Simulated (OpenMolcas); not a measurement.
## A ladder of methods for SiH4S (Si(SH)H3)

SiH4S: 6 atoms, total charge 0, spin state singlet. SMILES: `[H][Si]([H])([H])S`. Geometry: relaxed at GFN2-xTB.

```xyz
6

Si    0.2012   -0.0145   -0.5446
S     0.2537    0.0198    1.6015
H    -1.0568    0.0599    1.7952
H     1.6060   -0.0207   -0.9100
H    -0.5032    1.1806   -0.9902
H    -0.5009   -1.2251   -0.9520
```

Quantity: the energy change with the Si1–H4 bond stretched from 1.452 to 2.903 Å, in eV. The values are calculated.

| level | kind | program | value (eV) | less FCI/STO-3G | CPU time (all runs) |
| --- | --- | --- | --- | --- | --- |
| SVWN5/STO-3G (restricted) | LDA | OpenMolcas | 5.80 | +1.14 | 9.4 s |
| PBE/STO-3G (restricted) | GGA | OpenMolcas | 5.59 | +0.93 | 11 s |
| r2SCAN/STO-3G (restricted) | meta-GGA | OpenMolcas | 5.96 | +1.30 | 14 s |
| B3LYP/STO-3G (restricted) | global hybrid | OpenMolcas | 6.02 | +1.36 | 12 s |
| M06-2X/STO-3G (restricted) | hybrid meta-GGA | OpenMolcas | 6.61 | +1.95 | 11 s |
| B2PLYP/STO-3G (restricted) | double hybrid | OpenMolcas | 6.06 | +1.40 | 9 s |
| MRCI(2,2)/STO-3G | multireference | OpenMolcas | 4.67 | +0.01 | 3.7 s |
| CISD/STO-3G (restricted) | coupled cluster or CI | OpenMolcas | 5.28 | +0.62 | 3.7 s |
| FCI/STO-3G | exact in the basis | OpenMolcas | 4.66 | 0.00 | 1.7 min |

FCI/STO-3G is exact within its basis and frozen core, so for wave-function methods in that basis the difference is their error; functionals converge differently with the basis, so for them it is only a difference. The first shape isn't each level's own minimum. The values span 4.66 to 6.61 eV. All rows use very small basis sets, so even the best lies far from the true value. Times are those of the runs behind each value, whatever else they computed, on shared processors of several kinds: orders of magnitude only.

Every restricted single-reference level makes stretching the Si–H bond too costly compared with FCI, whereas MRCI(2,2) comes within 0.01 eV. The reason is static correlation: as the bond lengthens, its σ and σ* orbitals approach degeneracy, and one closed-shell determinant keeps too much ionic character where two radical centres should be forming. Two electrons in two orbitals suffice to repair this. CISD contains the decisive double excitation but treats the second configuration less completely than the first, which leaves it 0.62 eV too high.

Among the functionals, the climb from PBE to B3LYP and M06-2X fits the larger penalty that exact exchange puts on a restricted stretched bond, but r2SCAN, which has none, lies close to B3LYP, so exchange admixture isn't the whole explanation. Even the FCI value exceeds the known Si–H bond energy, probably because the minimal basis, with hydrogen functions scaled for molecules, describes the departing atom poorly. The order of the functionals here is no guide to their accuracy near equilibrium.
